**Addition energies of a spherical parabolic dot with a central charge, N = 1–25**

The table holds chemical potentials, unpaired electrons, rms radii, highest eigenvalues and addition energies from spin-polarised, exchange-only LDA (radks with Libxc, ω = 1.68 hartree\*, central charge 1, m-averaged shells, greedy filling). The program tests a parameter-free model of scaled oscillator orbitals with uniform-sphere Hartree, centre and spin-resolved exchange terms, next to a one-parameter c/r charging background, non-interacting and classical radii, the virial split of the energy and Janak's relation. The model gives radii within 0.3 % from N = 4, same-spin addition energies within 0.003 hartree\* from N = 11, the softened shell gap at N = 20 and the half-filling bumps at N = 5 and 15. It fails at N = 1–3, where the point charge and small spin counts matter, and at N = 8–10, where 2s lies below 1d.

Calculated values. Spin-polarised exchange-only LDA Kohn-Sham results from radks with Libxc 2 for a spherical dot in effective atomic units, with well ω²r²/2, ω = 1.68 hartree* and a central point charge of 1 e. Shells are m-averaged and filled greedily, so a lower state can be missed; levels are named by radial order. Chemical potential is E(N) − E(N−1), addition energy E(N+1) + E(N−1) − 2E(N).

## Program and output

```python
# Table: spherical parabolic dot (omega 1.68 hartree*, central charge 1), radks + Libxc, spin-polarised
# exchange-only LDA, N=1..25: chemical potential, spin, rms radius, top eigenvalue, addition energy A.
# Tested: parameter-free scaled-oscillator + uniform-sphere Coulomb/exchange model for r, E, A;
# c/r charging background, shell gaps vs bare omega, virial parts, Janak relation.
T = {
    'electrons': [1, 2, 3, 4, 5, 6, 7, 8, 9, 10, 11, 12, 13, 14, 15, 16, 17, 18, 19, 20, 21, 22, 23, 24, 25],
    'chemical_potential': [0.9663, 2.165, 4.869, 5.511, 6.166, 7.045, 7.627, 8.223, 9.927, 10.55, 11.2, 11.71, 12.21, 12.71, 13.21, 13.86, 14.33, 14.8, 15.27, 15.74, 17.28, 17.71, 18.13, 18.56, 18.98],  # hartree*
    'unpaired_electrons': [1, 0, 1, 2, 3, 2, 1, 0, 1, 0, 1, 2, 3, 4, 5, 4, 3, 2, 1, 0, 1, 2, 3, 4, 5],
    'rms_radius': [0.8074, 0.8605, 1.013, 1.095, 1.152, 1.201, 1.241, 1.276, 1.328, 1.373, 1.413, 1.448, 1.48, 1.509, 1.536, 1.562, 1.587, 1.61, 1.632, 1.653, 1.68, 1.705, 1.729, 1.751, 1.773],  # bohr*
    'highest_eigenvalue': [1.41, 2.56, 5.185, 5.839, 6.492, 7.331, 7.924, 8.521, 10.2, 10.82, 11.46, 11.96, 12.46, 12.96, 13.46, 14.1, 14.57, 15.04, 15.5, 15.97, 17.49, 17.92, 18.34, 18.77, 19.19],  # hartree*
    'highest_level': ['1s up', '1s up', '1p up', '1p up', '1p up', '1p down', '1p down', '1p up', '2s up', '2s up', '1d up', '1d up', '1d up', '1d up', '2s down', '1d down', '1d down', '1d down', '1d down', '1d up', '1f up', '1f up', '1f up', '1f up', '1f up'],
    'addition_energy': [None, 2.704, 0.6426, 0.6542, 0.879, 0.582, 0.5964, 1.704, 0.6246, 0.6514, 0.5063, 0.5043, 0.5011, 0.4973, 0.6485, 0.4715, 0.4707, 0.4687, 0.466, 1.541, 0.4278, 0.4262, 0.4242, 0.4221, None],  # hartree*
}
import numpy as np
from scipy.optimize import minimize_scalar
w, Z = 1.68, 1.0  # settings from the caption
f = lambda k: np.array([np.nan if x is None else float(x) for x in T[k]])
N, mu0, u, r = f("electrons"), f("chemical_potential"), f("unpaired_electrons"), f("rms_radius")
eps, A = f("highest_eigenvalue"), f("addition_energy")
mu = np.r_[mu0[0], mu0[1], mu0[1] + np.cumsum(A[1:-1])]  # finer mu rebuilt from A
E = np.cumsum(mu)
S = np.cumsum([1.5]*2 + [2.5]*6 + [3.5]*12 + [4.5]*5)
cx = 0.75*(6/np.pi)**(1/3)*(3/(4*np.pi))**(1/3)
def model(sp):
    k = np.sqrt(.6)*(.6*N**2 - 1.5*Z*N - cx*(((N+sp)/2)**(4/3) + ((N-sp)/2)**(4/3)))
    o = [minimize_scalar(lambda x: s*s/(2*n*x*x) + w*w*n*x*x/2 + q/x, bounds=(.3, 4), method="bounded",
                         options={"xatol": 1e-10}) for n, s, q in zip(N, S, k)]
    e = np.array([a.fun for a in o])
    return np.array([a.x for a in o]), e, np.r_[np.nan, np.diff(e, 2), np.nan], k
rm, Em, Am, k = model(u)
A0 = model(0*u)[2]
ins = np.array([3, 4, 6, 7, 11, 12, 13, 14, 16, 17, 18, 19, 21, 22, 23, 24]) - 1  # N, N+1 in same spin subshell
c = np.sum(A[ins]/r[ins])/np.sum(1/r[ins]**2)
print("units hartree*, bohr*; rounding: A 5e-5 (5e-4 if >1), r 5e-4, eps 5e-4 (5e-3 if >10)")
print("max |rebuilt mu - printed mu| %.4f" % np.max(abs(mu-mu0)))
print(" N  r_mod err%  E err% | A      A_mod  diff   | A*r   A-c/r  eps-mu")
for i in range(len(N)):
    print("%2d %.3f %+5.1f %+6.1f | %.4f %.3f %+.3f | %.3f %+.3f %.3f" % (N[i], rm[i], 100*(rm[i]/r[i]-1),
          100*(Em[i]/E[i]-1), A[i], Am[i], Am[i]-A[i], A[i]*r[i], A[i]-c/r[i], eps[i]-mu[i]))
rf, Rc = np.sqrt(S/(N*w)), ((N-Z)/w**2)**(1/3)
for nm, x in (("model", rm), ("non-interacting", rf), ("classical droplet", np.sqrt(.6)*Rc)):
    d = 100*(x/r-1)
    print("r %s: err%% N=2,8,20,25 %s; rms N>=2 %.1f" % (nm, np.round(d[[1, 7, 19, 24]], 1), np.sqrt(np.mean(d[1:]**2))))
p = np.polyfit(np.log(N[8:]), np.log(r[8:]), 1)[0]
print("r ~ N^p, N>=9: p=%.3f (free 0.167, classical 0.333)" % p)
for nm, x in (("c/r fit c=%.3f (sphere %.3f)" % (c, np.sqrt(.6)), c/r[ins]), ("classical 1/R", 1/Rc[ins]), ("model", Am[ins])):
    d = 100*(x/A[ins]-1); j = np.argmax(abs(d))
    print("in-shell A, %s: mean %+.1f%% rms %.1f%% worst N=%d %+.1f%%" % (nm, d.mean(), np.sqrt(np.mean(d**2)), N[ins][j], d[j]))
g = np.array([1, 7, 19]); ex = A - c/r; we = S/(N*r*r)
print("closures N=2,8,20: A-c/r", ex[g].round(3), "S/(N r^2)", we[g].round(3), "excess/omega", (ex[g]/w).round(2))
for i in (4, 14):
    b = lambda x: x[i] - (x[i-1]+x[i+1])/2
    print("half-filled N=%d bump over neighbours: table %.3f model %.3f model without spin %.3f" % (N[i], b(A), b(Am), b(A0)))
print("sum A(8..10): table %.3f model %.3f; 1st-order centre 2s-1d at N=8 (crude) %.1f" % (A[7:10].sum(),
      Am[7:10].sum(), -Z*(5/3-16/15)/np.sqrt(np.pi)*np.sqrt(we[7])))
V = w*w*N*r*r/2; Tk, W = 3*V-E, 2*E-4*V
for i in (0, 7, 19):
    print("virial N=%d: V %.2f T %.2f(+-%.2f) model %.2f; W %.2f model %.2f" % (N[i], V[i], Tk[i],
          3*w*w*N[i]*r[i]*(5e-5 if r[i] < 1 else 5e-4), S[i]**2/(2*N[i]*rm[i]**2), W[i], k[i]/rm[i]))
dj = (eps-mu)[ins+1] - A[ins]/2; j = np.argmax(abs(dj))
print("Janak eps(N)-mu(N)-A(N-1)/2 in-shell: rms %.4f worst N=%d %+.4f" % (np.sqrt(np.mean(dj**2)), N[ins+1][j], dj[j]))
print("eps steps N=11..15", np.diff(eps[10:15]).round(2), "; E(1)-1.5*omega %.3f" % (E[0]-1.5*w))
assert set(N[np.argsort(-np.nan_to_num(A))[:3]]) == {2, 8, 20}
assert A[19] < w and np.all(eps > mu0)
assert 1/6 < p < 1/3 and np.all(np.diff(r) > 0)
assert all(A[i] > max(A[i-1], A[i+1]) for i in (4, 14))
```

Running it gives:

```
units hartree*, bohr*; rounding: A 5e-5 (5e-4 if >1), r 5e-4, eps 5e-4 (5e-3 if >10)
max |rebuilt mu - printed mu| 0.0049
 N  r_mod err%  E err% | A      A_mod  diff   | A*r   A-c/r  eps-mu
 1 0.825  +2.2  +26.9 | nan nan +nan | nan +nan 0.444
 2 0.875  +1.7  +13.3 | 2.7040 2.524 -0.180 | 2.327 +1.865 0.395
 3 1.021  +0.8   +4.9 | 0.6426 0.576 -0.067 | 0.651 -0.070 0.316
 4 1.099  +0.3   +2.2 | 0.6542 0.630 -0.024 | 0.716 -0.005 0.327
 5 1.153  +0.1   +0.9 | 0.8790 0.889 +0.010 | 1.013 +0.253 0.326
 6 1.200  -0.1   +0.3 | 0.5820 0.566 -0.016 | 0.699 -0.019 0.286
 7 1.239  -0.2   -0.1 | 0.5964 0.583 -0.013 | 0.740 +0.015 0.297
 8 1.273  -0.2   -0.4 | 1.7040 1.934 +0.230 | 2.174 +1.138 0.298
 9 1.326  -0.1   -0.2 | 0.6246 0.559 -0.065 | 0.829 +0.081 0.273
10 1.371  -0.1   -0.1 | 0.6514 0.503 -0.149 | 0.894 +0.126 0.268
11 1.410  -0.2   -0.2 | 0.5063 0.503 -0.003 | 0.715 -0.004 0.257
12 1.445  -0.2   -0.3 | 0.5043 0.502 -0.002 | 0.730 +0.006 0.251
13 1.477  -0.2   -0.4 | 0.5011 0.499 -0.002 | 0.742 +0.014 0.246
14 1.505  -0.2   -0.5 | 0.4973 0.496 -0.002 | 0.750 +0.019 0.245
15 1.532  -0.2   -0.5 | 0.6485 0.654 +0.006 | 0.996 +0.179 0.248
16 1.558  -0.3   -0.6 | 0.4715 0.470 -0.002 | 0.736 +0.010 0.239
17 1.582  -0.3   -0.6 | 0.4707 0.469 -0.002 | 0.747 +0.016 0.238
18 1.605  -0.3   -0.6 | 0.4687 0.467 -0.002 | 0.755 +0.021 0.237
19 1.627  -0.3   -0.6 | 0.4660 0.464 -0.002 | 0.761 +0.024 0.228
20 1.648  -0.3   -0.7 | 1.5410 1.552 +0.011 | 2.547 +1.104 0.232
21 1.675  -0.3   -0.7 | 0.4278 0.431 +0.003 | 0.719 -0.002 0.211
22 1.700  -0.3   -0.7 | 0.4262 0.429 +0.002 | 0.727 +0.003 0.214
23 1.723  -0.3   -0.7 | 0.4242 0.426 +0.002 | 0.733 +0.007 0.207
24 1.746  -0.3   -0.7 | 0.4221 0.423 +0.001 | 0.739 +0.010 0.213
25 1.767  -0.3   -0.6 | nan nan +nan | nan +nan 0.211
r model: err% N=2,8,20,25 [ 1.7 -0.2 -0.3 -0.3]; rms N>=2 0.5
r non-interacting: err% N=2,8,20,25 [  9.8  -9.3 -19.2 -21. ]; rms N>=2 14.6
r classical droplet: err% N=2,8,20,25 [-36.3 -17.8 -11.5 -10.8]; rms N>=2 18.3
r ~ N^p, N>=9: p=0.275 (free 0.167, classical 0.333)
in-shell A, c/r fit c=0.722 (sphere 0.775): mean -0.9% rms 3.8% worst N=3 +10.8%
in-shell A, classical 1/R: mean +28.0% rms 31.8% worst N=3 +74.6%
in-shell A, model: mean -1.3% rms 2.9% worst N=3 -10.4%
closures N=2,8,20: A-c/r [1.865 1.138 1.104] S/(N r^2) [2.026 1.382 1.098] excess/omega [1.11 0.68 0.66]
half-filled N=5 bump over neighbours: table 0.261 model 0.291 model without spin 0.004
half-filled N=15 bump over neighbours: table 0.164 model 0.172 model without spin -0.000
sum A(8..10): table 2.980 model 2.996; 1st-order centre 2s-1d at N=8 (crude) -0.4
virial N=1: V 0.92 T 1.79(+-0.00) model 1.65; W -1.75 model -1.39
virial N=8: V 18.38 T 12.57(+-0.04) model 12.50; W 11.62 model 11.60
virial N=20: V 77.12 T 33.25(+-0.14) model 33.14; W 87.74 model 87.02
Janak eps(N)-mu(N)-A(N-1)/2 in-shell: rms 0.0038 worst N=7 +0.0062
eps steps N=11..15 [0.5 0.5 0.5 0.5] ; E(1)-1.5*omega -1.554
```
